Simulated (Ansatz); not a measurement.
# GaIr: the change of pressure and energy less free atoms with volume per atom

Periodic Kohn-Sham DFT of a crystal at fixed atoms; pressure and stress are positive in compression; the energy is the free energy less that of spherical unpolarised free atoms; site moments are those in the method's own spheres, positive along +z. The results are calculated, by Ansatz 0.2.0.

Cell of the first row (space group Pm-3m, No. 221):
```
CELL_PARAMETERS angstrom
2.94270 0.00000 0.00000
0.00000 2.94270 0.00000
0.00000 0.00000 2.94270
ATOMIC_POSITIONS crystal
Ga 0.00000 0.00000 0.00000
Ir 0.50000 0.50000 0.50000
```

Settings of every row: method all-electron LAPW; functional PBEsol; relativity scalar; k mesh 12x12x12; filling fermi-dirac; smearing width 0.05 eV; basis error target 0.25 meV/atom; nucleus gaussian.

Atom start moment: 0 on all atoms.

Limits: no spin-orbit coupling on heavy atoms.

```csv
row,volume per atom (Å³),pressure (GPa),energy less free atoms (eV/atom)
1,12.741,22.9,-7.0952
2,13.012,15.869,-7.1279
3,13.283,9.611,-7.1494
4,13.419,6.745,-7.1563
5,13.554,4.041,-7.1608
6,13.69,1.49,-7.1631
7,13.825,?,?
8,14.096,-5.33,-7.158
9,14.367,-9.254,-7.1456
```

Question: what pressure and energy less free atoms should row 7 give?

Worked fit of pressure. Take u = (V_r/V)^(2/3) − 1 with V_r = 13.486 Å³ an atom, which is twice the finite (Eulerian) strain; such expansions in the strain, on which the Birch-Murnaghan equation of state is built, carry the rest volume and the bulk modulus. The shown rows have u = 0.03861, 0.02414, 0.01016, 0.00333, -0.00335, -0.00996, -0.02906, -0.04131. Least squares give pressure = 5.3828 + 403.609 × u + 1246.25 × u² + 1308 × u³ GPa; a parabola predicts inner rows, each left out in turn, worse (root mean square 0.02 against 0.0059 GPa). The rows lie off it by 0.001, -0.002, -0.002, 0.004, -0.004, 0.005, -0.004, 0.002 (root mean square 0.0033 GPa). The pressure vanishes at u = -0.0139, or V = 13.77 Å³ an atom, and there the bulk modulus at fixed shape and fractions is B = −V dP/dV = (2/3)(1 + u) dP/du = 243 GPa. The withheld row has u = -0.01641, so the fit gives 5.3828 + 403.609 × (-0.01641) + 1246.25 × (-0.01641)² + 1308 × (-0.01641)³ = -0.911 GPa.

The calculation gave -0.917 GPa. The fit lies 0.006 GPa (0.019 % of the column's range) above it; its largest miss of a shown row is 0.005 GPa.

Worked fit of energy less free atoms. Take u = (V_r/V)^(2/3) − 1 with V_r = 13.486 Å³ an atom, which is twice the finite (Eulerian) strain; such expansions in the strain, on which the Birch-Murnaghan equation of state is built, carry the rest volume and the bulk modulus. The shown rows have u = 0.03861, 0.02414, 0.01016, 0.00333, -0.00335, -0.00996, -0.02906, -0.04131. Least squares give energy less free atoms = −7.15881 + 0.6773 × u + 24.652 × u² + 12.5 × u³ eV/atom; a parabola predicts inner rows, each left out in turn, worse (root mean square 0.00019 against 3.3e-05 eV/atom). All shown rows lie on it to the printed digit. Its lowest point lies at u = -0.0139, or V = 13.77 Å³ an atom, and the curvature there gives the bulk modulus at fixed shape and fractions, B = (4/9)(1 + u)² E″(u)/V = 243 GPa. The withheld row has u = -0.01641, so the fit gives −7.15881 + 0.6773 × (-0.01641) + 24.652 × (-0.01641)² + 12.5 × (-0.01641)³ = -7.1633 eV/atom.

The calculation gave -7.1634 eV/atom. The fit lies 0.0001 eV/atom (0.15 % of the column's range) above it, one unit of the last digit.
